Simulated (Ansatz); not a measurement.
## Ca: energy above lowest point against volume scale

All results are calculated (Ansatz 0.2.0). Free energy against uniform scaling of the volume at fixed shape and fractions; periodic cell, basis, potentials, k mesh and filling as listed.

The cell before it is scaled or strained (space group Im-3m, No. 229):
```
CELL_PARAMETERS angstrom
-2.24740 2.24740 2.24740
2.24740 -2.24740 2.24740
2.24740 2.24740 -2.24740
ATOMIC_POSITIONS crystal
Ca 0.00000 0.00000 0.00000
```

Settings of every row: functional LDA; dispersion none; potentials PAW; wave cutoff 500 eV; density cutoff 2000 eV; k mesh 7x7x7; k shift 0x0x0; occupations fermi dirac; smearing width 0.1 eV; spin none.

Limits: coarse k mesh, up to 40 meV an atom off; minimum outside the range; the cell was measured well above room temperature.

```
row  volume scale  V (Å³/atom)  energy above lowest point (meV/atom)
  1        0.9406       42.708                                     0
  2        0.9703       44.056                                  17.4
  3             1       45.405                                  37.7
  4        1.0297       46.753                                     ?
  5        1.0594       48.102                                  85.4
```

Question: what energy above lowest point should row 4 give?

Worked fit of energy above lowest point. Take u = (V_r/V)^(2/3) − 1 with V_r = 44.73 Å³ an atom, which is twice the finite (Eulerian) strain; such expansions in the strain, on which the Birch-Murnaghan equation of state is built, carry the rest volume and the bulk modulus. The shown rows have u = 0.03132, 0.01017, -0.00994, -0.0473. Least squares give energy above lowest point = 27.2 − 1012.5 × u + 4608 × u² meV/atom; a straight line predicts inner rows, each left out in turn, worse (root mean square 4.5 against 0.044 meV/atom). All shown rows lie on it to the printed digit. The withheld row has u = -0.02906, so the fit gives 27.2 − 1012.5 × (-0.02906) + 4608 × (-0.02906)² = 60.5 meV/atom.

The calculation gave 60.5 meV/atom. The fit meets it to the printed digit.
